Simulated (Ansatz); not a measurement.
# Ligand exchange: GaH2(CH3) + BH2(NH2) → GaH2(NH2) + BH2(CH3)

Species: GaH2(CH3), singlet; BH2(NH2), singlet; GaH2(NH2), singlet; BH2(CH3), singlet. The partners trade CH3 for NH2: Ga–CH3 and B–NH2 bonds give way to Ga–NH2 and B–CH3.

Shapes, held fixed at every level: PBE0-D4/def2-TZVP. Programs: Ansatz 0.2.0. Electronic energies: no zero-point or thermal term.

Q: Estimate ΔE of this reaction.

A: The highest level, CCSD(T)/def2-TZVPP, gives ΔE = +77.2 kJ/mol; the levels span +71.2 to +83.0. The column of differences is taken from that level and isn't an error. No measured value is set beside it here. Relativity is left out for Ga. Outer-core shells of Ga are correlated in most correlated rows, in sets that cover them unevenly.

| level | kind | ΔE (kJ/mol) | less CCSD(T)/def2-TZVPP |
| --- | --- | --- | --- |
| HF/def2-TZVPP | Hartree–Fock | +71.2 | -6.0 |
| PBE-D4/def2-TZVPP | GGA | +81.6 | +4.4 |
| B3LYP-D4/def2-TZVPP | global hybrid | +79.4 | +2.2 |
| B2PLYP/def2-TZVPP | double hybrid | +77.6 | +0.4 |
| MP2/def2-SVP | perturbation theory | +83.0 | +5.8 |
| CCSD/def2-TZVPP | coupled cluster or CI | +76.2 | -1.0 |
| CCSD(T)/def2-TZVPP | coupled cluster or CI | +77.2 | 0.0 |

The exchange is clearly uphill at every level: amide prefers boron and methyl is better left on gallium. The main reason is probably the B–N bond of aminoborane, where the nitrogen lone pair donates into the empty boron 2p orbital. The two orbitals are similar in size and overlap well at a short distance. Gallium also offers an empty p orbital, but its 4p shell is more diffuse and the Ga–N bond longer, so π donation recovers less. Methyl has no lone pair, and its weak hyperconjugation with boron can't make up the loss.

Hartree–Fock already gives +71.2 kJ/mol, so most of the preference is present without correlation. Every correlated or density-functional row lies higher, which suggests that correlation favours the aminoborane side somewhat further. The small shift from CCSD to CCSD(T) gives no sign of a difficult multireference case. The result describes separate monomers, and association through bridging amides, familiar for both elements, could alter the balance in a condensed phase.
